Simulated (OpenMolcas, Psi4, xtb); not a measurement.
## How methods differ on CH6BN (SMILES CBN)

CH6BN: 9 atoms, total charge 0, spin state singlet. SMILES: `CBN`. Geometry: relaxed at PBE0-D4/def2-TZVP.

Each level gives the dipole moment (D). The values are calculated.

| level | kind | program | value (D) | CPU time |
| --- | --- | --- | --- | --- |
| GFN1-xTB | semi-empirical | xtb | 1.98 | under 2 s |
| HF/cc-pVDZ | Hartree–Fock | Psi4 | 1.57 | 9 s |
| SVWN5/cc-pVDZ | LDA | OpenMolcas | 1.83 | 23 s |
| PBE/cc-pVDZ | GGA | Psi4 | 1.80 | 47 s |
| TPSS/cc-pVDZ | meta-GGA | OpenMolcas | 1.80 | 44 s |
| r2SCAN/cc-pVDZ | meta-GGA | OpenMolcas | 1.74 | 42 s |
| PBE0/cc-pVDZ | global hybrid | Psi4 | 1.73 | 52 s |
| CAM-B3LYP/cc-pVDZ | range-separated hybrid | Psi4 | 1.73 | 34 s |
| wB97X-V/cc-pVDZ | range-separated hybrid | Psi4 | 1.71 | 5.9 min |

The values span 1.57 to 1.98 D. Magnitudes only. CPU times are rough (shared hosts, several kinds of processor): they show what a rung costs within a factor of a few.

The molecule is clearly polar at every level, and the density functionals agree closely, from 1.71 to 1.83 D. Hartree–Fock lies below them at 1.57 D and GFN1-xTB above at 1.98 D. In an aminoborane the σ framework draws electrons towards the more electronegative nitrogen, while the nitrogen lone pair donates back into the empty boron p orbital. The net dipole is therefore a balance of opposing B–N contributions, supplemented by the polarity of the hydridic B–H and protic N–H bonds, and is sensitive to how far the π density is delocalised. The hybrids fall between Hartree–Fock and the semilocal functionals, probably because exact exchange curbs the π donation. Exact exchange is not the only influence, however, since r2SCAN, which has none, gives 1.74 D, almost the hybrid result. The close agreement among functionals doesn't establish accuracy, because they share a small basis without diffuse functions, and a common basis-set error would not show up in their spread.
